Seven density functionals relax the same hexagonal SiC crystal. Volume change is counted from a common starting cell, and a, b and c are the relaxed edges, with a and b equal by symmetry.

Quantum ESPRESSO 7.5, plane-wave DFT: zero-pressure relaxation of cell and atoms for hexagonal SiC (P6_3mc, 4 atoms), with no added dispersion correction. All rows use PseudoDojo 0.4.1 SR PBE standard potentials, a 10×10×5 k mesh and a 1115.67 eV wavefunction cutoff. Volume changes are relative to the starting cell (a = 3.076 Å, c = 5.048 Å).

```tsv
functional	volume change (%)	relaxed length a (Å)	relaxed length c (Å)
B86bPBE	1.880	3.095	5.080
BEEF-vdW	0.340	3.079	5.054
BP86	2.340	3.100	5.088
HCTH	0.620	3.083	5.057
OLYP	-0.940	3.067	5.028
SOGGA	-0.190	3.074	5.044
WC	0.700	3.083	5.060
```

### 1. Which functional gives the largest crystal, and does the difference matter for a bond?

BP86 gives the largest cell and OLYP the smallest, with 3.3 percentage points of volume between them. The edges change by nearly equal percentages, so each length takes about a third of the volume change. If the Si–C bonds scale in the same way from their length in the starting cell, they differ by about 0.02 Å between these two functionals. This is an estimate, not a bond length measured in the relaxed cells. That is small for a sketch of the structure, but it matters when a calculated lattice is used to judge strain.

### 2. Why should a functional change the size of a crystal at all?

The functionals treat exchange, the energy gained because electrons of like spin avoid each other, in different ways. Most of them start from the exchange of a uniform electron gas and multiply it by a factor that grows where the density varies rapidly. The measure of this variation is the reduced gradient s, a pure number that is large where the density is thin and uneven.

When the atoms move apart, the density between them thins and s tends to rise there. A factor that grows steeply with s then lowers the energy of the stretched crystal more than that of the compact one. The balance shifts towards longer bonds.

### 3. Where does the table show this most cleanly?

In these runs B86bPBE, WC and SOGGA all use the correlation part of PBE, so their differences come mainly from exchange. At small and moderate s, their exchange factors rise most steeply in B86bPBE, less in WC and least in SOGGA. The volumes follow the same order: +1.9 %, +0.7 % and −0.2 %. Three rows agree with the argument, though they are too few to establish a general law. OLYP fits it badly: at s = 1 its exchange factor climbs more steeply than that of B86bPBE, yet its cell is the smallest. Its factor is flatter at small s and its correlation part is different, so the row does not isolate the effect of exchange.

### 4. Can the volume of WC be estimated from its exchange formula?

Take s = 1 as a trial value for the regions that matter. With the constants of the formulas rounded to about two figures, the factor there has risen above its uniform-gas value by 0.106 in SOGGA, 0.138 in WC and 0.182 in B86bPBE. WC therefore lies (0.138 − 0.106)/(0.182 − 0.106) = 0.42 of the way from SOGGA to B86bPBE.

The volumes of those two rows differ by 2.07 points, which places WC at −0.19 + 0.42 × 2.07 ≈ 0.7 %. The full calculation also gives 0.7 %, and the WC volume was not used in the estimate. The close agreement depends on the choice of s, however: s = 0.5 would give 1.2 % and s = 1.5 would give 0.5 %. It also depends on comparing how high the factor has risen, whereas the argument in question 2 rests on how fast it grows. Judged by the slope of the factor at s = 1, WC would lie close to SOGGA. The formulas therefore support the order of these three functionals, but they do not fix the size of the steps between them. The output below the text contains this interpolation between the SOGGA and B86bPBE rows.

### 5. Why does BP86 expand the crystal even more than B86bPBE?

The exchange factors of these two functionals are much alike, differing in their rise by no more than about 9 % for s between 0.25 and 2. Yet BP86 gives a volume almost half a point larger. The likely source is its different correlation part, although the small difference in exchange may contribute. If so, exchange alone is not enough to rank functionals that also differ in their correlation.

### 6. What might change if the potentials were made for each functional?

All rows use potentials made for PBE, which replace the inner electrons and their effect on the outer ones. Matched potentials could shift the volumes by different amounts. OLYP, HCTH and BEEF-vdW deserve particular caution, because their exchange, unlike that of PBE, does not return exactly to the uniform-gas value where the density is smooth. The contraction of 0.9 % with OLYP is a clear result of this setup, but it may belong partly to the functional and partly to the mismatch.

### 7. Which digits can be trusted, and is the smallest change the best result?

The remaining pressure would alter the volume by only about 0.01 %, so the relaxations themselves are tight. In the B86bPBE, BEEF-vdW, BP86 and WC runs the program warned that the correction for incomplete self-consistency was large compared with the forces. The forces left there are below 0.0001 eV/Å, so even a small correction can trigger the warning, but their exact values should not be trusted. The untested effect of the potentials sets a looser limit on comparisons between functionals. WC and HCTH, only 0.08 points apart, should be treated as equal. The gap of 2.07 points between B86bPBE and SOGGA is a much safer basis for a conclusion.

SOGGA stays closest to the starting cell, but that does not make it the most accurate. The calculation omits zero-point motion, which usually expands a crystal slightly. A static cell that matches a measured one exactly would therefore become too large once this motion was included.

### 8. What would the same comparison look like for silicon?

The order B86bPBE, WC, SOGGA should remain, since the same exchange factors act on similar covalent bonds. Silicon is softer than SiC, so a given outward push from the functional produces a larger change in volume. The push need not be the same in silicon, so stiffness is only one part of how visibly a change of functional appears in the lattice.

Output of the analysis:

```
Changes from the start cell:
       row  'a change %'  'c change %'  'volume from edges %'  'c/a'
   B86bPBE        0.6177        0.6339                  1.881  1.641
  BEEF-vdW       0.09753        0.1189                 0.3142  1.641
      BP86        0.7802        0.7924                  2.371  1.641
      HCTH        0.2276        0.1783                 0.6348   1.64
      OLYP       -0.2926       -0.3962                -0.9782  1.639
     SOGGA      -0.06502      -0.07924                -0.2091  1.641
        WC        0.2276        0.2377                 0.6945  1.641
Spread of volume change, BP86 less OLYP (percentage points): 3.28
Spread of edge a (angstrom): 0.033
Estimated spread of Si-C contact if all lengths scale alike (angstrom): 0.02042
Largest mismatch of printed volume change and that from rounded edges (points): 0.0382
WC less HCTH (points): 0.08
Largest residual pressure (GPa): 0.02149
Its rough effect on volume (%): 0.009766
B86bPBE less SOGGA, same correlation (points): 2.07
Rough pressure that would undo this difference (GPa): 4.554
BP86 less B86bPBE (points): 0.46
SOGGA less OLYP (points): 0.75
Rise of exchange factor at s 1, B86b exchange: 0.1819
Rise of exchange factor at s 1, WC exchange: 0.1381
Rise of exchange factor at s 1, SOGGA exchange: 0.1057
Rise of exchange factor at s 1, B88 exchange of BP86: 0.1783
Largest difference of B88 and B86b rise for s 0.25 to 2 (%): 9.22
WC volume change placed by the rise at s 0.5 (%): 1.218
WC volume change placed by the rise at s 1 (%): 0.6884
WC volume change placed by the rise at s 1.5 (%): 0.4648
WC volume change computed (%): 0.7
```
